Two energies set the character of a level with two valence electrons: the spin-orbit constant ζ of the non-s electron and the electrostatic gap S between singlet and triplet. While it is small, the admixture of one term in another goes as (ζ/S)². Hydrogenic scaling makes ζ proportional to Z⁴/[n³l(l+½)(l+1)], with l-factors 3, 15 and 42 for p, d and f. In a screened ion the Z⁴ law no longer holds. Here the order in l survives, and penetration of the core favours p further, but the order is not general: in late lanthanide ions the compact 4f orbital has a larger ζ than 5d. S grows only about linearly with the ionic charge, and from p to f it falls too, but far less than ζ. Mixing therefore falls steeply from p to f, and it becomes large wherever configuration mixing closes a term gap.

Levels of Xe6+ (Z = 54, closed core [Kr] 4d10) from B-spline many-body code 1: no-pair Dirac CI for two valence electrons in the frozen-core Dirac-Hartree-Fock potential (CI), then with screened core-valence correlation, Breit and QED (CI+MBPT). Energies are relative to 5s2 1S0, and the nuclear rms radius is 4.7859 fm. Levels are given up to the first gap in the list.

| configuration | term | j | parity | jj | term purity | lande g | energy CI (cm⁻¹) | energy, CI+MBPT (cm⁻¹) |
| --- | --- | --- | --- | --- | --- | --- | --- | --- |
| 5s2 | 1S | 0 | even | 1/2,1/2 | 1.00 | n/a | 0.0 | 0.0 |
| 5s5p | 3P | 0 | odd | 1/2,1/2 | 1.00 | n/a | 90346.5 | 95893.7 |
| 5s5p | 3P | 1 | odd | 1/2,1/2 | 0.965 | 1.484 | 94834.5 | 100231.6 |
| 5s5p | 3P | 2 | odd | 1/2,3/2 | 1.00 | 1.501 | 107349.9 | 113446.9 |
| 5s5p | 1P | 1 | odd | 1/2,3/2 | 0.964 | 1.018 | 145135.6 | 143475.5 |
| 5p2 | 3P | 0 | even | 1/2,1/2 | 0.900 | n/a | 220508.9 | 223672.6 |
| 5p2 | 3P | 1 | even | 1/2,3/2 | 0.998 | 1.501 | 230674.3 | 234655.1 |
| 5p2 | 1D | 2 | even | 1/2,3/2 | 0.639 | 1.180 | 229398.1 | 235970.4 |
| 5p2 | 3P | 2 | even | 3/2,3/2 | 0.638 | 1.320 | 245721.6 | 251743.8 |
| 5s4f | 3F | 2 | odd | 5/2,1/2 | 1.00 | 0.6659 | 277139.8 | 271462.1 |
| 5s4f | 3F | 3 | odd | 5/2,1/2 | 0.999 | 1.083 | 277251.7 | 271639.5 |
| 5s4f | 3F | 4 | odd | 7/2,1/2 | 1.00 | 1.251 | 277399.0 | 271895.6 |
| 5p2 | 1S | 0 | even | 3/2,3/2 | 0.900 | n/a | 273908.1 | 276628.6 |
| 5s4f | 1F | 3 | odd | 7/2,1/2 | 0.999 | 1.000 | 282972.3 | 278626.5 |
| 5s5d | 3D | 1 | even | 1/2,3/2 | 1.00 | 0.4989 | 281242.4 | 287992.6 |
| 5s5d | 3D | 2 | even | 1/2,3/2 | 0.995 | 1.166 | 282156.6 | 288943.0 |
| 5s5d | 3D | 3 | even | 1/2,5/2 | 1.00 | 1.334 | 283694.4 | 290590.6 |
| 5s5d | 1D | 2 | even | 1/2,5/2 | 0.992 | 1.002 | 305184.5 | 307840.4 |
| 5s6s | 3S | 1 | even | 1/2,1/2 | 1.00 | 2.002 | 345542.3 | 355830.5 |
| 5s6s | 1S | 0 | even | 1/2,1/2 | 1.00 | n/a | 353325.9 | 363151.7 |
| 4f5p | 3G | 3 | even | 5/2,1/2 | 0.578 | 0.8631 | 382181.5 | 379184.7 |
| 4f5p | 3F | 3 | even | 7/2,1/2 | 0.484 | 1.096 | 385574.6 | 382473.8 |
| 4f5p | 3G | 4 | even | 7/2,1/2 | 0.495 | 1.126 | 385730.9 | 383219.4 |
| 4f5p | 3F | 2 | even | 5/2,1/2 | 0.829 | 0.7406 | 387418.0 | 384359.8 |
| 5p5d | 3F | 2 | odd | 1/2,3/2 | 0.815 | 0.7327 | 382475.5 | 393857.0 |

Here j is the total angular momentum J, jj the leading pair of one-electron j values, term purity the weight of the named LS term, and lande g the Landé factor, about 1 for a singlet and 3/2 for ³P. Purity and g are taken to belong to CI+MBPT.

**5s nl.** Spin-orbit shifts the triplet by +ζl/2, −ζ/2 and −ζ(l+1)/2 for J = l+1, l, l−1, and couples the two J = l levels by ζ√(l(l+1))/2. The outer levels fix ζ, and the sum of the J = l pair fixes S. For 5s5p in CI+MBPT, in cm⁻¹: ζ = ⅔(113446.9 − 95893.7) = 11702; the unmixed ³P₁ lies ζ below ³P₂, at 101745; the unmixed ¹P₁ is 100231.6 + 143475.5 − 101745 = 141962; the coupling is ζ/√2 = 8275. Half the difference of the diagonals is 20109, so the half-gap is √(20109² + 8275²) = 21745 about a mean of 121854. This puts ³P₁ at 100109, about 120 below the table, where the Landé interval rule is 1500 too high. The purity ½(1 + 20109/21745) = 0.962 compares with 0.965 in the table and ⅔ in pure jj coupling. The ³P₁ energy entered only through the sum, purity not at all. A coupling 4 % smaller reproduces energy and purity together; different radial functions for singlet and triplet are the standard cause, though no column shows it.

The same steps give ζ/S = 0.34, 0.057 and 0.018 for 5s5p, 5s5d and 5s4f, in the order of the purities. The jj labels of the last two are nominal. The model fails for 5s4f in CI, where the pure interval rule is closer; a 4f splitting this small probably holds more than one-body spin-orbit coupling.

**5p².** Slater theory places ³P, ¹D and ¹S at −5F², +F² and +10F² (F² the scaled quadrupole Coulomb integral), coupled by √2ζ for J = 0 and ζ/√2 for J = 2. With ζ from 5s5p, ³P₁ fixing the triplet centre and the J = 0 sum fixing F², the J = 0 purity is 0.895 against 0.900, with ³P₀ about 530 cm⁻¹ too low. The irregular pair is J = 2. ¹D should lie 6F² ≈ 12400 cm⁻¹ above ³P, but the sum of the two levels puts it only 850 above, or 1500 if ζ is solved from the J = 0 and 1 levels of 5p². The gap is then smaller than the coupling, hence g values of 1.180 and 1.320 and purities of 0.64, close to the ⅔ that pure jj coupling gives for this pair.

The cause is repulsion by 5s5d ¹D₂, which has the same parity, term and J. The same calculation shows the mixing: the magnetic dipole element from 5s5d ¹D₂ to 5p² ³P₁ is 0.073 Bohr magnetons, although L + 2S connects no different configurations. Divided by the pure ³P₂–³P₁ strength, 0.073²/(5/2) gives a ³P₂ weight of 0.002. A three-state matrix, its two new elements fixed by the trace and by the 5s5d ¹D₂ energy, gives 0.003, about one fifth 5p² character in that level, and g = 1.177 and 1.323. Its energy error is 20 or 360 cm⁻¹ depending on the choice of ζ, so the close figure is partly luck. F² comes from ¹S₀, itself repelled by 5s², and trades against the coupling.

**CI to CI+MBPT.** The zero moves: the ionisation energy rises by 1.605 eV, or 12948 cm⁻¹, ending 0.39 eV above the semi-empirical 91.6 eV given with the run, where CI is 1.22 eV below. Measured from the Xe⁷⁺ 5s limit, every level becomes more bound, and a level falls in the table only if it gains more than 5s². 5s4f ³F₂ gains 18600, 5s5d ³D₁ 6200 and 5s6s ³S₁ 2700, an order that core polarisation explains, since 4f overlaps the 4d¹⁰ shell strongly and 6s lies mostly outside it. Correlation, Breit and QED enter together, so the attribution is argued. The extra binding of 4f carries ³F below 5p² ¹S₀, ¹F₃ below ³D₁ and ³D₂, and three 4f5p levels below 5p5d ³F₂.

S shrinks by 19 % in 5s5p, so ¹P₁ falls while ³P rises; the 5s–5p exchange is a dipole interaction, which a polarisable 4d shell screens. The 5p²–5s5d coupling is also dipolar. Its screening would account for the 19 % drop of S in 5s5d and for the unmixed ¹D rising from 3200 below the ³P centre to 850 above, which moves ¹D₂ from 1276 below ³P₁ to 1315 above. In 5s4f S grows by 22 % and ζ by 67 %; a contracting 4f orbital is a guess that fits both. Higher charge on the same core should raise ζ/S for 5p and pull 4f further down, where the missing 4d-hole states of a frozen core may matter.

**4f5p.** These four levels are the 5p₁/₂ group, with 4f spin-orbit too weak to fix the j of the f electron. Neither limit fits: ³G₃ has g = 0.863 against 0.749 (LS) and 0.825 (jj), and ³G₄ also exceeds both, as admixed terms of higher g such as ³F would cause. ³F₃ has a near-LS g at purity 0.484.

In practice, match levels by J and parity first, then by energy, g and term composition together. Where two terms share a level, as in 5p² J = 2, the label alone is no safe guide. Treat the ¹D₂–³P₁ order as unsettled: its gap is smaller than the roughly 3000 cm⁻¹ offset of the ionisation energy, and how far such errors cancel within 5p² is not known.
